Dear colleague,

To set your photoemission dispersion of the Ni $d_{x^2-y^2}$ band of NdNiO$_2$ beside a one-band many-body calculation, I must choose at every $\mathbf k$ one state out of bands that mix Ni $3d$ with Nd $5d$. That choice fixes the hoppings and the subspace in which the screened interaction and the self-energy are computed. The rule of Souza, Marzari and Vanderbilt (SMV, 2001) makes the choice by iteration, and the question is how much iteration to pay for.

**The rule**

At each of $N_k$ mesh points an outer energy window holds $N_w$ Bloch states. We want an $N$-dimensional subspace with orthonormal cell-periodic basis $|u_{m\mathbf k}\rangle$ and projector $P_{\mathbf k}=\sum_m|u_{m\mathbf k}\rangle\langle u_{m\mathbf k}|$. Vectors $\mathbf b$, $N_b$ of them, join neighbouring points. Their weights obey $\sum_{\mathbf b}w_b b_\alpha b_\beta=\delta_{\alpha\beta}$, and $\pm\mathbf b$ share a weight. Roughness is measured by

$$\Omega_I=\frac1{N_k}\sum_{\mathbf k,\mathbf b}w_b\Big[N-\sum_{mn}|\langle u_{m\mathbf k}|u_{n,\mathbf k+\mathbf b}\rangle|^2\Big]=\frac1{N_k}\sum_{\mathbf k,\mathbf b}w_b\,[N-\mathrm{Tr}\,P_{\mathbf k}P_{\mathbf k+\mathbf b}].$$

A unitary rotation inside a subspace leaves $P_{\mathbf k}$ alone, so $\Omega_I$ depends on the subspaces only. Each link is counted from both ends, so the terms containing $P_{\mathbf k}$ are $-(2/N_k)\,\mathrm{Tr}\,P_{\mathbf k}Z_{\mathbf k}$ with $Z_{\mathbf k}=\sum_{\mathbf b}w_bP_{\mathbf k+\mathbf b}$. Vary $\langle u_{m\mathbf k}|$ inside the window (projector $W_{\mathbf k}$), impose orthonormality with a Hermitian multiplier matrix, and use the gauge freedom to diagonalise that matrix:

$$W_{\mathbf k}Z_{\mathbf k}W_{\mathbf k}|u_{m\mathbf k}\rangle=\lambda_{m\mathbf k}|u_{m\mathbf k}\rangle .$$

Any $N$ eigenvectors make $\Omega_I$ stationary. A minimum needs the $N$ largest $\lambda$, because $\mathrm{Tr}\,P_{\mathbf k}Z_{\mathbf k}=\sum_m\lambda_{m\mathbf k}$, and rotating a kept vector towards a discarded one of larger $\lambda$ lowers $\Omega_I$. Since $Z_{\mathbf k}$ contains the neighbours' answers, the equation is self-consistent. States declared frozen are kept, and the eigenproblem is solved in what remains of the window.

**A model with an exact answer**

Take a line of $k$ with two point-like orbitals, $d$ (Ni) and $f$ (Nd), so $N_w=2$, $N=1$, $N_b=2$, $b=2\pi/(N_ka)$ and $w_b=1/(2b^2)$. With energies measured from the mean of the two bare bands,

$$H(k)=\begin{pmatrix}\Delta/2&V\\ V&-\Delta/2\end{pmatrix},\qquad \Delta=-D\cos ka .$$

The inputs are a typical lattice constant $a=3.92$ Å and assumed values $D=1.0$ eV, $V=0.10$ eV. A constant $V$ is a simplification. The diagonal mirror through a Ni site and its nearest Nd makes $d_{x^2-y^2}$ odd and the Nd $d_{3z^2-r^2}$ and $d_{xy}$ orbitals even, so that hop vanishes and the mixing comes from farther neighbours.

A real state $u=\cos\varphi\,d+\sin\varphi\,f$ has energy $\tilde\varepsilon=\tfrac12\Delta\cos2\varphi+V\sin2\varphi$, and eigenstates obey $\tan2\varphi=2V/\Delta$. With nothing frozen any constant $\varphi$ gives $\Omega_I=0$, pure Nd included, so smoothness alone cannot find nickel. Freezing an energy window at the Fermi level would not do for $N=1$ either, because it would capture the Nd-derived electron pockets. I freeze by character: the $d$-like eigenstate is kept wherever $|\cos ka|\ge1/\sqrt2$. At $ka=\pi/4$ and $3\pi/4$ its angle is $-\varphi_0$ and $+\varphi_0$, with $\tan2\varphi_0=2\sqrt2V/D$, so $\varphi_0=0.1378$ rad and the $d$ weight is 0.981. Each of the two free intervals has $2M$ links, $M=N_k/8$.

Now $\Omega_I=(N_kb^2)^{-1}\sum_j\sin^2(\varphi_{j+1}-\varphi_j)$. Across a free interval the angles between successive states must add up to at least $2\varphi_0$, even if complex states are allowed, by the triangle inequality on the Bloch sphere. The function $\sin^2$ is increasing and convex below $\pi/4$, and one step beyond $\pi/4$ would cost at least $1/2$, more than the bound $4\varphi_0^2$ on any set of smaller steps with that sum. Equal steps therefore give the global minimum, the ramp

$$\varphi_j^*=-\varphi_0(1-j/M),\qquad ka=\pi/4+j\pi/(4M).$$

The free links contribute $8a^2M^2\sin^2(\varphi_0/M)/\pi^2$. For $N_k=32$ ($M=4$, $b=0.0501$ Å$^{-1}$) this is 0.2365 Å$^2$, against the continuum limit $8a^2\varphi_0^2/\pi^2=0.2366$ Å$^2$. Frozen links add a constant common to all methods. The ramp is the same function of $k$ on every such mesh, so the deviations below come from the solver alone.

**The candidates and how their deviation falls**

For two real unit vectors less than $\pi/2$ apart, the bisector is an eigenvector of $P_{j-1}+P_{j+1}$ with the larger eigenvalue $1+\cos(\varphi_{j+1}-\varphi_{j-1})$. Solving the SMV equation at point $j$ therefore sets $\varphi_j$ to $(\varphi_{j-1}+\varphi_{j+1})/2$ exactly. The deviation $e_j=\varphi_j-\varphi^*_j$ obeys the same averaging and vanishes at frozen points.

*Projection only.* Project a trial $d$ orbital on the window and orthonormalise. Here $\varphi=0$ at all free points, $e_j=\varphi_0(1-j/M)$ whatever the mesh, and the four jumps give $8a^2M\sin^2\varphi_0/\pi^2=0.940$ Å$^2$, growing linearly with $M$. This is also the start of every iteration. It is odd about the crossing, so $e_M=0$ throughout and the live modes are $\sin(m\pi j/M)$, $m=1,\dots,M-1$.

*SMV, simultaneous update.* All $Z$ are built from the previous sweep. This is the Jacobi iteration. Mode $m$ is multiplied by $\mu_m=\cos(m\pi/M)$ per sweep, and the slowest factor is $\rho=\cos(\pi/M)$. With nothing frozen and $N_k$ even, the alternating pattern has factor $-1$ and never decays, which is why one mixes $Z$ with its previous value, fraction $\beta$ new. Near convergence the factor becomes $1-\beta+\beta\mu_m$, and the common $\beta=1/2$ gives $\rho=\cos^2(\pi/2M)$.

*In-place update.* Update the odd points, then the even points from the fresh odd ones, each time rotating by $\omega$ times the angle towards the leading eigenvector. For a mode with amplitudes $x$ (odd) and $y$ (even), $x'=(1-\omega)x+\omega\mu y$ and $y'=(1-\omega)y+\omega\mu x'$. An eigenvalue $\eta$ needs $(\eta+\omega-1)x=\omega\mu y$ and $(\eta+\omega-1)y=\omega\mu\eta x$, hence

$$(\eta+\omega-1)^2=\eta\,\omega^2\mu^2 .$$

At $\omega=1$ (Gauss–Seidel) $\rho=\cos^2(\pi/M)$, and $\Omega_I$ cannot rise, since each step minimises it over one subspace. The roots for the slowest mode merge when $\omega^2\mu_1^2=4(\omega-1)$, that is at $\omega=2/[1+\sin(\pi/M)]$, where every mode has $|\eta|=\rho=\omega-1$. For $M=4$, $\omega=1.172$ and $\rho=0.172$. The double root makes the decay $n\rho^n$ after $n$ sweeps.

The asymptotic number of sweeps per decade is $\ln10/(-\ln\rho)$:

| $M$ | SMV, $\beta=1$ | SMV, $\beta=1/2$ | in place, $\omega=1$ | over-relaxed |
|---|---|---|---|---|
| 4 | 6.64 | 14.5 | 3.32 | 1.31 |
| 8 | 29.1 | 59.3 | 14.5 | 2.86 |
| 16 | 118.7 | 238.5 | 59.3 | 5.83 |
| large | $2M^2\ln10/\pi^2$ | $4M^2\ln10/\pi^2$ | $M^2\ln10/\pi^2$ | $M\ln10/2\pi$ |

If the frozen edges fall unevenly on the mesh, the even modes are seeded too and $M$ must be replaced by $2M$ in $\rho$ and $\omega$. On a $d$-dimensional mesh the update, linearised about a smooth solution, is again a weighted average over neighbours with $M\propto N_k^{1/d}$. Total work then grows as $N_k^{1+2/d}$ for the first three columns and $N_k^{1+1/d}$ for the last. The two-colour ordering needs a bipartite link graph, in which every link between free points joins opposite colours. With even divisions, colouring by the parity of the sum of the mesh indices achieves this whenever every link changes that sum by an odd number. The six axial links of a simple tetragonal mesh qualify, and so do the eight links $\pm\mathbf b_1$, $\pm\mathbf b_2$, $\pm\mathbf b_3$, $\pm(\mathbf b_1+\mathbf b_2+\mathbf b_3)$ on the mesh of an fcc crystal, with $\mathbf b_i$ the primitive mesh steps.

**Work and memory**

I count complex multiply-adds per free $k$-point, and by convention charge $10n^3$ for diagonalising or singular-value-decomposing an $n\times n$ matrix. The subspace is an $N_w\times N$ matrix $U_{\mathbf k}$, and the $N_w\times N_w$ overlaps $M^0_{\mathbf k\mathbf b}$ between window states are stored.

- Sweep: $B=M^0U_{\mathbf k+\mathbf b}$ and $BB^\dagger$ cost $N_w^2N$ each per neighbour, and one diagonalisation follows, so $C_s=2N_bN_w^2N+10N_w^3$.
- Over-relaxation: form $U_{\rm old}^\dagger U_{\rm new}$, decompose it to get the principal angles, rotate both bases, and scale each angle by $\omega$, so $C_g=3N_wN^2+10N^3+3N_wN$.
- Projection with symmetric orthonormalisation, $A(A^\dagger A)^{-1/2}$ for the $N_w\times N$ projection matrix $A$: $C_p=2N_wN^2+11N^3$.

Memory per point in complex numbers is $N_wN$ for projection, $N_bN_w^2+2N_wN$ for SMV (old and new $U$), $N_bN_w^2+N_w^2+N_wN$ with mixing (stored $Z$), and $N_bN_w^2+N_wN$ in place. All are linear in $N_k$. In the model $C_s=96$, $C_g=22$, $C_p=15$, and the memories are 2, 12, 14 and 10. For an assumed three-dimensional case, $N_w=10$, $N=1$, $N_b=6$, the counts are $C_s=11200$, $C_g=70$, $C_p=31$ and the memories 10, 620, 710 and 610. The overlaps dominate storage, so memory separates projection from the rest and hardly ranks the iterations. The later localisation step needs overlaps anyway.

**Deviation in meV**

For $M=4$ there are three independent free points, starting from $e=\varphi_0(3/4,1/2,1/4)$. I apply the update rules above and quote the largest $|\tilde\varepsilon(\varphi_j)-\tilde\varepsilon(\varphi_j^*)|$ in meV, with no linearisation. Projection alone gives 14.6 meV. After $n$ sweeps the cost is $15+96n$, or $15+118n$ with over-relaxation.

| $n$ | SMV, $\beta=1$ | in place, $\omega=1$ | over-relaxed |
|---|---|---|---|
| 1 | 11.9 | 6.65 | 6.65 |
| 2 | 6.65 | 3.27 | 1.27 |
| 3 | 5.49 | 1.62 | 0.373 |
| 4 | 3.27 | 0.805 | 0.0684 |
| 6 | 1.62 | 0.201 | 0.00294 |
| 8 | 0.805 | 0.0501 | 0.000114 |

One in-place sweep equals two simultaneous ones, as $\rho=\mu_1^2$ promised. Mixing is absent from the table because with frozen edges its asymptotic rate is worse than that of $\beta=1$ at no saving in work.

**Cheapest choice for a stated accuracy**

Entries are sweeps, with operations in brackets.

| target | SMV, $\beta=1$ | in place | over-relaxed | pick |
|---|---|---|---|---|
| 20 meV | 0 (15) | 0 (15) | 0 (15) | projection |
| 5 meV | 4 (399) | 2 (207) | 2 (251) | in place |
| 1 meV | 8 (783) | 4 (399) | 3 (369) | over-relaxed, narrowly |
| 0.01 meV | 21 (2031) | 11 (1071) | 6 (723) | over-relaxed |

The last row uses values outside the previous table: SMV gives 0.0125 meV at 20 sweeps and 0.00979 at 21, in place 0.0125 at 10 and 0.00626 at 11, over-relaxed 0.0163 at 5. The 1 meV pick holds as long as $3C_g<C_s$, a thin margin in the model and a wide one for the ten-band counts. It presumes that $\omega$ is known. In a real calculation $\omega$ comes from estimating $\mu_1^2$ as the ratio of successive changes in a few $\omega=1$ sweeps, and those sweeps remove the advantage at 1 meV on this mesh.

**Best choice inside a budget**

| operations per point | SMV, $\beta=1$ | in place | over-relaxed | pick |
|---|---|---|---|---|
| 100 | 0 sweeps, 14.6 meV | same | same | projection |
| 220 | 2, 6.65 | 2, 3.27 | 1, 6.65 | in place |
| 500 | 5, 2.63 | 5, 0.402 | 4, 0.0684 | over-relaxed |

A first sweep brings the cost to 111, so the smallest budget buys none. One over-relaxed sweep totals 133, four total 487, and five plain sweeps 495. A memory budget that excludes the overlaps leaves projection as the only candidate.

**What this means for your spectra**

These deviations are measured from the exact minimiser of $\Omega_I$, which is a chosen subspace and no eigenstate of $H$ in the free region. At the crossing $\tilde\varepsilon=0$ lies $V=100$ meV from both true bands, several times the 14.6 meV that separates projection from the converged ramp. Near an avoided crossing your data must be compared with a calculation that couples the $d$ subspace back to the Nd states, and more sweeps do nothing for that. At frozen points all methods agree identically. Iteration buys smoothness in between. It lowers the free part of $\Omega_I$ by a factor 3.98 on this mesh and by more on denser ones, which gives a more compact Wannier function.

All numbers are the model's. As typical knowledge, the direct Ni–Nd hybridisation in this compound is a few tens of meV and a one-band $d_{x^2-y^2}$ Wannier function with its oxygen tails spreads over a few Å$^2$. At a fixed frozen region $\varphi_0\propto V/D$ and the energy deviations scale as $V^2/D$ to leading order, so my meV values are likely high by up to an order of magnitude. My $\Omega_I$, with point orbitals, no oxygen and one direction only, is low by about as much. The sweep factors $\rho$ do not depend on $V$, $D$ or $a$. Within the model my recommendation is projection when 20 meV suffices, two in-place sweeps at $M=4$ for 5 meV, and over-relaxation for tight targets or fine meshes, where it needs 5.83 sweeps per decade at $M=16$ against 238.5 for the mixed simultaneous update.